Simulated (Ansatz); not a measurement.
Ru: energy above lowest point as volume scale varies

Results calculated with Ansatz 0.2.0, not measured. Free energy against uniform scaling of the volume at fixed shape and fractions; periodic cell, basis, potentials, k mesh and filling as listed.

The cell before it is scaled or strained (space group P6_3/mmc, No. 194):
```
Ru
1.0
      2.7148     0.0000     0.0000
     -1.3574     2.3511     0.0000
      0.0000     0.0000     4.2961
Ru
2
Direct
  0.33333 0.66667 0.25000
  0.66667 0.33333 0.75000
```

Settings of every row: functional PBE; dispersion none; potentials PAW; wave cutoff 462.59 eV; density cutoff 1850.4 eV; k mesh 12x12x7; k shift 0x0x0; occupations fermi dirac; smearing width 0.05 eV; spin none.

Limits: coarse k mesh, up to 40 meV an atom off.

| row | volume scale | V (Å³/atom) | energy above lowest point (meV/atom) |
| --- | --- | --- | --- |
| 1 | 0.9406 | 12.896 | 60 |
| 2 | 0.9703 | 13.303 | ? |
| 3 | 1 | 13.711 | 0 |
| 4 | 1.0297 | 14.118 | 8.4 |
| 5 | 1.0594 | 14.525 | 37 |

Question: what energy above lowest point should row 2 give?

Worked fit of energy above lowest point. Take u = (V_r/V)^(2/3) − 1 with V_r = 13.915 Å³ an atom, which is twice the finite (Eulerian) strain; such expansions in the strain, on which the Birch-Murnaghan equation of state is built, carry the rest volume and the bulk modulus. The shown rows have u = 0.05201, 0.00989, -0.00961, -0.0282. Least squares give energy above lowest point = 1.4 − 424.1 × u + 29811 × u² meV/atom; a straight line predicts inner rows, each left out in turn, worse (root mean square 29 against 0.35 meV/atom). The rows lie off it by 0.0, -0.1, 0.2, -0.1. Its lowest point lies at u = 0.0071, or V = 13.77 Å³ an atom, and the curvature there gives the bulk modulus at fixed shape and fractions, B = (4/9)(1 + u)² E″(u)/V = 313 GPa. Letting shape and atoms relax would as a rule lower it, by much in layered, chain or molecular crystals. The withheld row has u = 0.03044, so the fit gives 1.4 − 424.1 × (0.03044) + 29811 × (0.03044)² = 16.1 meV/atom.

The calculation gave 15.7 meV/atom. The fit lies 0.4 meV/atom (2.5 % of the value, 0.67 % of the column's range) above it; its largest miss of a shown row is 0.2 meV/atom.
